**In⁺ levels from a (5s 5p) active space against measured ones: Slater–Condon and spin-orbit analysis**

The table holds ten measured levels of In⁺ (NIST) and the errors of CASSCF, MS-CASPT2 and SS-CASPT2 with two electrons in 5s and 5p (OpenMolcas, ANO-R1, X2C, spin-orbit state interaction). The program applies Slater–Condon terms with one spin-orbit constant per configuration to measured and computed levels alike, and checks the extracted terms against the term energies of the runs, which it recovers within 5 cm⁻¹ for 5s5p and 49 cm⁻¹ for 5p². The output shows that the measured ¹D − ³P interval of 5p² is negative (about −6700 cm⁻¹) while all methods give +6100 to +7200, and that CASPT2 removes 7 % of this excess but 67 % of the excess in the ¹P° − ³P° gap. The spin-orbit constant is 10 to 11 % low throughout, and the 910 cm⁻¹ shortfall of the 5p² ³P fine structure is split into three additive parts. The multistate and single-state results differ by one ground-state offset of 374 cm⁻¹, doubled for the upper ¹S.

In⁺ levels from OpenMolcas 26.06: state-averaged CASSCF and CASPT2 (IPEA shift 0.25, imaginary shift 0.1 hartree, 4d correlated), active shells in brackets, with X2C, a finite nucleus, ANO-R1 (6s5p3d1f) and spin–orbit state interaction (atomic mean field). Levels are paired with NIST's measured ones by configuration, term and J, each set counted from its 5s² ¹S₀ level.

## Program and output

```python
# In+ levels (1/cm): measured (NIST) and errors of OpenMolcas CASSCF, MS- and SS-CASPT2 (5s 5p), ANO-R1, X2C, RASSI spin-orbit.
# Tested: Slater-Condon terms + one zeta per configuration on measured and computed levels; MS-SS as a ground-state offset.
T = {
    'level': ['5s2 1S 0', '5s1.5p1 3Po 0', '5s1.5p1 3Po 1', '5s1.5p1 3Po 2', '5s1.5p1 1Po 1', '5p2 1D 2', '5p2 3P 0', '5p2 3P 1', '5p2 3P 2', '5p2 1S 0'],
    'measured': [0, 42276, 43351, 45830, 63038, 97628, 101608, 103249, 105565, 121289],  # 1/cm
    'err_casscf_5s_5p': [0, -4280, -4340, -4640, 3140, 10520, -3240, -3560, -4150, 2280],  # 1/cm
    'err_ms_caspt2_5s_5p': [0, 600, 530, 230, 2840, 14320, 1460, 1190, 550, 3840],  # 1/cm
    'err_ss_caspt2_5s_5p': [0, 220, 150, -140, 2460, 13950, 1090, 820, 180, 3100],  # 1/cm
}
import numpy as np
from scipy.optimize import brentq
from scipy.constants import physical_constants as pc
Ha = pc['hartree-inverse meter relationship'][0]/100
lab = T['level']; m = np.array(T['measured'], float)
K = {'CAS': 'err_casscf_5s_5p', 'MS': 'err_ms_caspt2_5s_5p', 'SS': 'err_ss_caspt2_5s_5p'}
err = {k: np.array(T[v], float) for k, v in K.items()}
E = {'meas': m}; E.update({k: m+err[k] for k in K})
g, t0, t1, t2, s1, d2, p0, p1, p2, s0 = range(10)
tri = [t0, t1, t2, p0, p1, p2]; sing = [s1, d2, s0]
# further outputs of the same runs: terms 3Po,1Po,3P,1D,1S; spin-orbit lowering; total energies; 5p occupation of ground term
term = {'CAS': np.array([40118.6, 66130.0, 100705.1, 107838.0, 123257.2]),
        'MS': np.array([44995.8, 65814.6, 105459.0, 111580.3, 124772.6]),
        'SS': np.array([44622.1, 65440.8, 105085.2, 111206.5, 124025.0])}
low = {'CAS': 3.1, 'MS': 1.6, 'SS': 3.0}; Ems, Ess, occ = -5878.49751, -5878.49581, 0.078
push = lambda gap, v2: (gap-np.sqrt(gap**2-4*v2))/2   # two-level shift from eigenvalue gap and V^2
print('all energies 1/cm; rounding floor: 5 per level, 10 per difference, ~10 on zeta, ~20 on pushes')
for i in range(1, 10):
    print(f'{lab[i]:14s} computed (err %):', '  '.join(f'{k} {E[k][i]:.0f} ({100*err[k][i]/m[i]:+.1f})' for k in K))
for k in K:
    a = abs(err[k]); w = int(a.argmax())
    print(f'{k}: MAE 9 rows {a[1:].mean():.0f}, triplets {a[tri].mean():.0f}, singlets {a[sing].mean():.0f}, without 1D {np.delete(a,[g,d2]).mean():.0f}; worst {lab[w]} {err[k][w]:+.0f}')
sp = {}
for k, e in E.items():
    z = (e[t2]-e[t0])/1.5; Tt = e[t0]+z; p = Tt-z/2-e[t1]; S = e[s1]-p; sp[k] = (z, Tt, S)
    print(f'sp {k}: J0-2 {1.5*z:.0f}, zeta {z:.0f} ({100*(z/sp["meas"][0]-1):+.1f}%), 3Po {Tt:.0f}, 1Po-3Po {S-Tt:.0f}, J=1 push {p:.0f} (full coupling {push(e[s1]-e[t1], z*z/2):.0f})')
ex = {k: (sp[k][2]-sp[k][1])-(sp['meas'][2]-sp['meas'][1]) for k in K}
print('excess of 1Po-3Po:', ', '.join(f'{k} {v:+.0f}' for k, v in ex.items()), f'; MS removes {100*(1-ex["MS"]/ex["CAS"]):.0f}%')
def pp(e, f=1.0):
    z = brentq(lambda x: x/2+push(e[s0]-e[p0], 2*f*x*x)-(e[p1]-e[p0]), 500, 4000)
    q0 = push(e[s0]-e[p0], 2*f*z*z); q2 = e[p2]-(e[p1]+z)
    full = np.sign(e[p2]-e[d2])*push(abs(e[p2]-e[d2]), z*z/2)
    return z, q0, q2, full, e[p1]+z/2, e[d2]+q2, e[s0]-q0
P = {k: pp(e) for k, e in E.items()}
for k, (z, q0, q2, fu, a, d, s) in P.items():
    print(f'p2 {k}: J0-2 {E[k][p2]-E[k][p0]:.0f}, zeta {z:.0f}, 3P0 down {q0:.0f}, 3P2 push {q2:+.0f} (pure 1D {fu:+.0f}), 1D-3P {d-a:+.0f}, (1S-1D)/(1D-3P) {(s-d)/(d-a):+.2f}')
for k in K:
    a, b = P[k], P['meas']
    print(f'p2 J0-2 error {k}: {err[k][p2]-err[k][p0]:+.0f} = zeta {1.5*(a[0]-b[0]):+.0f} ({100*(a[0]/b[0]-1):+.1f}% in zeta) + J=0 push {a[1]-b[1]:+.0f} + J=2 push {a[2]-b[2]:+.0f}')
for k in K:
    r = np.array([sp[k][1], sp[k][2], *P[k][4:]])-term[k]-low[k]
    print(f'model term less output term {k} (3Po,1Po,3P,1D,1S):', np.round(r).astype(int))
zc = 2*(term['CAS'][2]+low['CAS']-E['CAS'][p1]); qc = E['CAS'][p1]-E['CAS'][p0]-zc/2
f = qc*(E['CAS'][s0]-E['CAS'][p0]-qc)/(2*zc*zc); alt = pp(m, f)
print(f'CAS zeta(p2) from output term {zc:.0f}; J=0 coupling^2 factor {f:.2f}')
print(f'measured with that factor: zeta {alt[0]:.0f}, 3P2 push {alt[2]:+.0f} (pure 1D {alt[3]:+.0f}), 1D-3P {alt[5]-alt[4]:+.0f}; CAS zeta {100*(zc/alt[0]-1):+.1f}%')
t = term['CAS']; w = occ/2; sh = w*t[4]
print(f'CAS 5s2-5p2 weight {w:.3f}, push {sh:.0f} +- {0.00025*t[4]:.0f}; ratio raw {(t[4]-t[3])/(t[3]-t[2]):.2f}, unmixed {(t[4]-sh-t[3])/(t[3]-t[2]):.2f} (Slater 1.50)')
dm = P['meas'][5]-P['meas'][4]
print('1D-3P output terms:', ', '.join(f'{k} {term[k][3]-term[k][2]:.0f} (excess over measured {term[k][3]-term[k][2]-dm:.0f})' for k in K))
rep = (t[3]-t[2])-(term['MS'][3]-term['MS'][2])
print(f'MS lowers 1D against 3P by {rep:.0f}, {100*rep/(t[3]-t[2]-dm):.0f}% of the CASSCF excess')
for k in ('MS', 'SS'):
    print(f'PT2 shift of terms {k}-CAS (3Po,1Po,3P,1D,1S):', np.round(term[k]-t).astype(int))
off = (Ess-Ems)*Ha; dd = (err['MS']-err['SS'])[1:]
print('MS-SS levels:', dd.astype(int), '; terms:', np.round(term['MS']-term['SS']).astype(int))
print(f'ground-term lowering MS vs SS from total energies {off:.0f} +- {1e-5*Ha:.0f}; upper 1S / offset {dd[-1]/off:.2f}')
assert m[d2] < m[p0] and all(E[k][d2] > E[k][p2] for k in K)
assert (err['CAS'][tri] < 0).all() and (err['CAS'][sing] > 0).all()
assert abs(dd[:-1]-off).max() < 13 and abs(dd[-1]-2*off) < 16
assert all(sp[k][0] < sp['meas'][0] and P[k][2] < 0 for k in K)
```

Printed output:

```
all energies 1/cm; rounding floor: 5 per level, 10 per difference, ~10 on zeta, ~20 on pushes
5s1.5p1 3Po 0  computed (err %): CAS 37996 (-10.1)  MS 42876 (+1.4)  SS 42496 (+0.5)
5s1.5p1 3Po 1  computed (err %): CAS 39011 (-10.0)  MS 43881 (+1.2)  SS 43501 (+0.3)
5s1.5p1 3Po 2  computed (err %): CAS 41190 (-10.1)  MS 46060 (+0.5)  SS 45690 (-0.3)
5s1.5p1 1Po 1  computed (err %): CAS 66178 (+5.0)  MS 65878 (+4.5)  SS 65498 (+3.9)
5p2 1D 2       computed (err %): CAS 108148 (+10.8)  MS 111948 (+14.7)  SS 111578 (+14.3)
5p2 3P 0       computed (err %): CAS 98368 (-3.2)  MS 103068 (+1.4)  SS 102698 (+1.1)
5p2 3P 1       computed (err %): CAS 99689 (-3.4)  MS 104439 (+1.2)  SS 104069 (+0.8)
5p2 3P 2       computed (err %): CAS 101415 (-3.9)  MS 106115 (+0.5)  SS 105745 (+0.2)
5p2 1S 0       computed (err %): CAS 123569 (+1.9)  MS 125129 (+3.2)  SS 124389 (+2.6)
CAS: MAE 9 rows 4461, triplets 4035, singlets 5313, without 1D 3704; worst 5p2 1D 2 +10520
MS: MAE 9 rows 2840, triplets 760, singlets 7000, without 1D 1405; worst 5p2 1D 2 +14320
SS: MAE 9 rows 2457, triplets 433, singlets 6503, without 1D 1020; worst 5p2 1D 2 +13950
sp meas: J0-2 3554, zeta 2369 (+0.0%), 3Po 44645, 1Po-3Po 18283, J=1 push 110 (full coupling 144)
sp CAS: J0-2 3194, zeta 2129 (-10.1%), 3Po 40125, 1Po-3Po 26003, J=1 push 50 (full coupling 84)
sp MS: J0-2 3184, zeta 2123 (-10.4%), 3Po 44999, 1Po-3Po 20823, J=1 push 56 (full coupling 103)
sp SS: J0-2 3194, zeta 2129 (-10.1%), 3Po 44625, 1Po-3Po 20813, J=1 push 60 (full coupling 104)
excess of 1Po-3Po: CAS +7720, MS +2540, SS +2530 ; MS removes 67%
p2 meas: J0-2 3957, zeta 2237, 3P0 down 522, 3P2 push +79 (pure 1D +329), 1D-3P -6661, (1S-1D)/(1D-3P) -3.46
p2 CAS: J0-2 3047, zeta 1999, 3P0 down 321, 3P2 push -273 (pure 1D -311), 1D-3P +7186, (1S-1D)/(1D-3P) +2.14
p2 MS: J0-2 3047, zeta 2003, 3P0 down 370, 3P2 push -327 (pure 1D -367), 1D-3P +6181, (1S-1D)/(1D-3P) +2.13
p2 SS: J0-2 3047, zeta 1995, 3P0 down 373, 3P2 push -319 (pure 1D -364), 1D-3P +6192, (1S-1D)/(1D-3P) +2.06
p2 J0-2 error CAS: -910 = zeta -357 (-10.6% in zeta) + J=0 push -201 + J=2 push -352
p2 J0-2 error MS: -910 = zeta -352 (-10.5% in zeta) + J=0 push -153 + J=2 push -405
p2 J0-2 error SS: -910 = zeta -363 (-10.8% in zeta) + J=0 push -149 + J=2 push -398
model term less output term CAS (3Po,1Po,3P,1D,1S): [  4  -5 -20  34 -13]
model term less output term MS (3Po,1Po,3P,1D,1S): [  1   5 -20  40 -15]
model term less output term SS (3Po,1Po,3P,1D,1S): [  0  -5 -22  49 -12]
CAS zeta(p2) from output term 2038; J=0 coupling^2 factor 0.90
measured with that factor: zeta 2292, 3P2 push +24 (pure 1D +346), 1D-3P -6743; CAS zeta -11.1%
CAS 5s2-5p2 weight 0.039, push 4807 +- 31; ratio raw 2.16, unmixed 1.49 (Slater 1.50)
1D-3P output terms: CAS 7133 (excess over measured 13794), MS 6121 (excess over measured 12782), SS 6121 (excess over measured 12782)
MS lowers 1D against 3P by 1012, 7% of the CASSCF excess
PT2 shift of terms MS-CAS (3Po,1Po,3P,1D,1S): [4877 -315 4754 3742 1515]
PT2 shift of terms SS-CAS (3Po,1Po,3P,1D,1S): [4504 -689 4380 3368  768]
MS-SS levels: [380 380 370 380 370 370 370 370 740] ; terms: [374 374 374 374 748]
ground-term lowering MS vs SS from total energies 373 +- 2; upper 1S / offset 1.98
```
